**3p–3d Slater integrals of the cobalt ions Co+ to Co8+: why G1/F0 peaks at Co5+**

The table holds F0 and G1(3p1/2,3d3/2), their ratio and the two mean radii from Dirac-Coulomb Hartree-Fock calculations averaged over the configuration, at the basis limit and without correlation. The program works out growth rates, the products of the integrals with the average radius, the position and smoothness of the maximum of G1/F0, and comparisons with peak positions, G3/F0 and F2/F0 for three rows of the same runs. It also evaluates one parameter-free estimate with single-exponent Slater orbitals sized by the tabulated radii, with the sign change of 3p switched on and off. F0 rises by 29% and G1 by 32%, F0 times the average radius stays between 0.899 and 0.922, and G1/F0 has a shallow maximum of 0.597 at 3d4 with no kink at 3d5. The estimate gives F0 within 4% but G1/F0 too high by 0.04 to 0.07; it turns over with or without the sign change, which costs 1 to 4% of G1 in this model, whose 3d holds too little charge near the node, and it wrongly makes G3/F0 peak at Co5+.

Cobalt ions Co+ to Co8+, computed with B-spline radial code 1 at the basis-set limit: Dirac-Coulomb Hartree-Fock, averaged over the configuration of nl shells, with a Fermi nucleus. F0 and G1 are unscreened Slater-Condon radial integrals between the two orbitals named, with large and small components included; <r> is the mean radius of the orbital named.

## The fit in Python

```python
# Table: Slater integrals F0, G1(3p1/2,3d3/2) in eV and mean radii in bohr, Co+ to Co8+; B-spline radial code,
# Dirac-Coulomb Hartree-Fock, nl average. Worked out: growth rates, F0 x size, the maximum of G1/F0, and one
# parameter-free estimate (single-exponent Slater orbitals sized by the table; 3p sign change on and off).
T = {
    'ion': ['Co+', 'Co2+', 'Co3+', 'Co4+', 'Co5+', 'Co6+', 'Co7+', 'Co8+'],
    'Z': [27, 27, 27, 27, 27, 27, 27, 27],
    'charge': [1, 2, 3, 4, 5, 6, 7, 8],  # e
    'N': [26, 25, 24, 23, 22, 21, 20, 19],
    'configuration': ['[Ar] 3d8', '[Ar] 3d7', '[Ar] 3d6', '[Ar] 3d5', '[Ar] 3d4', '[Ar] 3d3', '[Ar] 3d2', '[Ar] 3d1'],
    'F0_3p12_3d32': [26.18, 27.467, 28.644, 29.749, 30.806, 31.827, 32.824, 33.801],  # eV
    'G1_3p12_3d32': [15.049, 16.1, 16.987, 17.741, 18.391, 18.958, 19.455, 19.895],  # eV
    'ratio_G1F0': [0.575, 0.586, 0.593, 0.596, 0.597, 0.596, 0.593, 0.589],
    'r_3p12': [0.82074, 0.81235, 0.80084, 0.78743, 0.77295, 0.75797, 0.74282, 0.72775],  # bohr
    'r_3d32': [1.0969, 0.99853, 0.92666, 0.87021, 0.82375, 0.78428, 0.74996, 0.71961],  # bohr
}
import numpy as np
from scipy.constants import physical_constants as pc
from scipy.integrate import cumulative_trapezoid as ct
from scipy.optimize import brentq
Ha = pc['Hartree energy in eV'][0]
ion = T['ion']
F, G, rp, rd = (np.array(T[k], float) for k in ('F0_3p12_3d32', 'G1_3p12_3d32', 'r_3p12', 'r_3d32'))
q = G/F; a = (rp + rd)/2; pct = lambda x: 100*(x[1:]/x[:-1] - 1)
print("ion    G1/F0  r3d-r3p[bohr] r3d/r3p  F0*a   G1*a  (a = average radius; hartree*bohr)")
for i, s in enumerate(ion):
    print(f"{s:5s} {q[i]:.4f}   {rd[i]-rp[i]:+.4f}     {rd[i]/rp[i]:.3f}   {F[i]/Ha*a[i]:.3f}  {G[i]/Ha*a[i]:.3f}")
print("step to  dF0[eV] dG1[eV] F0[%] G1[%] r3p[%] r3d[%] d(G1/F0)")
for i in range(len(ion) - 1):
    print(f"{ion[i+1]:6s}  {np.diff(F)[i]:.3f}   {np.diff(G)[i]:.3f}  {pct(F)[i]:+.2f} {pct(G)[i]:+.2f} "
          f"{pct(rp)[i]:+.2f}  {pct(rd)[i]:+.2f}  {np.diff(q)[i]:+.4f}")
tot = lambda x: 100*(x[-1]/x[0] - 1)
print(f"Co+ to Co8+ [%]: F0 {tot(F):+.1f}, G1 {tot(G):+.1f}, r3p {tot(rp):+.1f}, r3d {tot(rd):+.1f}, 1/a {tot(1/a):+.1f}")
m = int(np.argmax(q))
print(f"G1/F0 maximum at {ion[m]}: {100*(q[m]/q[0]-1):.1f}% above Co+, {100*(q[m]/q[-1]-1):.1f}% above Co8+")
print("second differences of G1/F0 (Co2+..Co7+):", " ".join(f"{x:+.4f}" for x in np.diff(q, 2)))
print(f"rounding uncertainty of G1/F0 formed from the two columns: {np.max(q*(5e-4/G + 5e-4/F)):.0e}")
# further outputs of the same runs, rows Co2+, Co5+, Co7+
j = [ion.index(s) for s in ('Co2+', 'Co5+', 'Co7+')]
pk_p = np.array([0.677109, 0.66316, 0.649319]); pk_d = np.array([0.676684, 0.626286, 0.592859])
r2p = np.array([0.2223915, 0.2222506, 0.2219526]); inv_d = np.array([1.321308, 1.518464, 1.636548])
g3 = np.array([9.686559, 11.35587, 12.20435])/np.array([27.39064, 30.75836, 32.78382])
g1b = np.array([15.96754, 18.23839, 19.28002])/np.array([27.25569, 30.61081, 32.63146])
f2 = np.array([12.89635, 14.93368, 16.05706])/np.array([27.33136, 30.65726, 32.67091])
print("same runs, rows Co2+ Co5+ Co7+:")
for lab, v in (("peak 3d - peak 3p [bohr]", pk_d - pk_p), ("mean/peak 3d (r^3 Slater: 1.167)", rd[j]/pk_d),
               ("mean/peak 3p", rp[j]/pk_p), ("F0 / <1/r>(3d3/2)", F[j]/Ha/inv_d),
               ("G3/F0 (3p1/2,3d5/2)", g3), ("G1/F0 (3p3/2,3d5/2)", g1b), ("F2/F0 (3p3/2,3d3/2)", f2)):
    print(f"  {lab:33s}", " ".join(f"{x:.4f}" for x in v))
print(f"  Co2+ to Co7+ [%]: 3d mean {tot(rd[j]):+.1f}, peak {tot(pk_d):+.1f}; 3p mean {tot(rp[j]):+.1f}, "
      f"peak {tot(pk_p):+.1f}; 2p mean {tot(r2p):+.1f}")
r = np.linspace(1e-4, 20, 20001)
I = lambda y: ct(y, r)[-1]
nrm = lambda y: y/np.sqrt(I(y*y))
s2 = nrm(r**2*np.exp(-2.5/r2p.mean()*r))
def p3(z):
    s3 = nrm(r**3*np.exp(-z*r))
    return nrm(s3 - I(s3*s2)*s2)
def R(f, g, k):
    lo = ct(g*r**k, r, initial=0); hi = ct(g/r**(k + 1), r, initial=0)
    return I(f*(lo/r**(k + 1) + (hi[-1] - hi)*r**k))
print("estimate: node[bohr] F0 error[%] G1/F0 signed (minus table) G1/F0 |3p|  G3/F0 signed, |3p|")
M = []
for i, s in enumerate(ion):
    P = p3(brentq(lambda z: I(p3(z)**2*r) - rp[i], 2, 8)); D = nrm(r**3*np.exp(-3.5/rd[i]*r))
    f0 = R(P*P, D*D, 0); o = P*D; u = np.abs(o)
    v = [R(o, o, 1)/f0, R(u, u, 1)/f0, R(o, o, 3)/f0, R(u, u, 3)/f0]; M.append(v)
    print(f"{s:5s} {r[np.argmax(P > 0)]:.3f}  {100*(f0*Ha/F[i]-1):+.1f}   {v[0]:.4f} ({v[0]-q[i]:+.4f})  "
          f"{v[1]:.4f}   {v[2]:.4f} {v[3]:.4f}")
M = np.array(M)
print("estimate, row of maximum (G1 signed, G1 |3p|, G3 signed, G3 |3p|):", *[ion[k] for k in M.argmax(0)])
print("estimate, loss by sign change, G1 [%]:", " ".join(f"{x:.1f}" for x in 100*(1 - M[:, 0]/M[:, 1])))
print("estimate, loss by sign change, G3 [%]:", " ".join(f"{x:.1f}" for x in 100*(1 - M[:, 2]/M[:, 3])))
print("estimate minus run, G3/F0 (Co2+ Co5+ Co7+):", " ".join(f"{x:+.4f}" for x in M[j, 2] - g3))
assert np.all(np.diff(F) > 0) and np.all(np.diff(G) > 0)
assert ion[m] == 'Co5+' and np.all(np.diff(q, 2) < 0)
assert np.all((rd - rp)[:-1] > 0) and rd[-1] < rp[-1]
assert np.all(np.diff(g3) > 0) and np.argmax(g1b) == 1
```

Printed output:

```
ion    G1/F0  r3d-r3p[bohr] r3d/r3p  F0*a   G1*a  (a = average radius; hartree*bohr)
Co+   0.5748   +0.2762     1.336   0.922  0.530
Co2+  0.5862   +0.1862     1.229   0.914  0.536
Co3+  0.5930   +0.1258     1.157   0.909  0.539
Co4+  0.5964   +0.0828     1.105   0.906  0.540
Co5+  0.5970   +0.0508     1.066   0.904  0.540
Co6+  0.5957   +0.0263     1.035   0.902  0.537
Co7+  0.5927   +0.0071     1.010   0.900  0.534
Co8+  0.5886   -0.0081     0.989   0.899  0.529
step to  dF0[eV] dG1[eV] F0[%] G1[%] r3p[%] r3d[%] d(G1/F0)
Co2+    1.287   1.051  +4.92 +6.98 -1.02  -8.97  +0.0113
Co3+    1.177   0.887  +4.29 +5.51 -1.42  -7.20  +0.0069
Co4+    1.105   0.754  +3.86 +4.44 -1.67  -6.09  +0.0033
Co5+    1.057   0.650  +3.55 +3.66 -1.84  -5.34  +0.0006
Co6+    1.021   0.567  +3.31 +3.08 -1.94  -4.79  -0.0013
Co7+    0.997   0.497  +3.13 +2.62 -2.00  -4.38  -0.0030
Co8+    0.977   0.440  +2.98 +2.26 -2.03  -4.05  -0.0041
Co+ to Co8+ [%]: F0 +29.1, G1 +32.2, r3p -11.3, r3d -34.4, 1/a +32.5
G1/F0 maximum at Co5+: 3.9% above Co+, 1.4% above Co8+
second differences of G1/F0 (Co2+..Co7+): -0.0044 -0.0036 -0.0027 -0.0020 -0.0016 -0.0012
rounding uncertainty of G1/F0 formed from the two columns: 3e-05
same runs, rows Co2+ Co5+ Co7+:
  peak 3d - peak 3p [bohr]          -0.0004 -0.0369 -0.0565
  mean/peak 3d (r^3 Slater: 1.167)  1.4756 1.3153 1.2650
  mean/peak 3p                      1.1997 1.1656 1.1440
  F0 / <1/r>(3d3/2)                 0.7639 0.7456 0.7371
  G3/F0 (3p1/2,3d5/2)               0.3536 0.3692 0.3723
  G1/F0 (3p3/2,3d5/2)               0.5858 0.5958 0.5908
  F2/F0 (3p3/2,3d3/2)               0.4719 0.4871 0.4915
  Co2+ to Co7+ [%]: 3d mean -24.9, peak -12.4; 3p mean -8.6, peak -4.1; 2p mean -0.2
estimate: node[bohr] F0 error[%] G1/F0 signed (minus table) G1/F0 |3p|  G3/F0 signed, |3p|
Co+   0.283  -3.6   0.6170 (+0.0422)  0.6234   0.3783 0.3791
Co2+  0.283  -2.0   0.6464 (+0.0603)  0.6552   0.3982 0.3993
Co3+  0.282  -1.2   0.6586 (+0.0656)  0.6700   0.4075 0.4090
Co4+  0.281  -0.7   0.6616 (+0.0652)  0.6757   0.4113 0.4131
Co5+  0.280  -0.4   0.6592 (+0.0622)  0.6762   0.4117 0.4141
Co6+  0.279  -0.3   0.6535 (+0.0579)  0.6736   0.4102 0.4130
Co7+  0.278  -0.1   0.6458 (+0.0531)  0.6690   0.4073 0.4107
Co8+  0.277  -0.1   0.6365 (+0.0479)  0.6632   0.4036 0.4075
estimate, row of maximum (G1 signed, G1 |3p|, G3 signed, G3 |3p|): Co4+ Co5+ Co5+ Co5+
estimate, loss by sign change, G1 [%]: 1.0 1.3 1.7 2.1 2.5 3.0 3.5 4.0
estimate, loss by sign change, G3 [%]: 0.2 0.3 0.4 0.5 0.6 0.7 0.8 1.0
estimate minus run, G3/F0 (Co2+ Co5+ Co7+): +0.0445 +0.0425 +0.0351
```
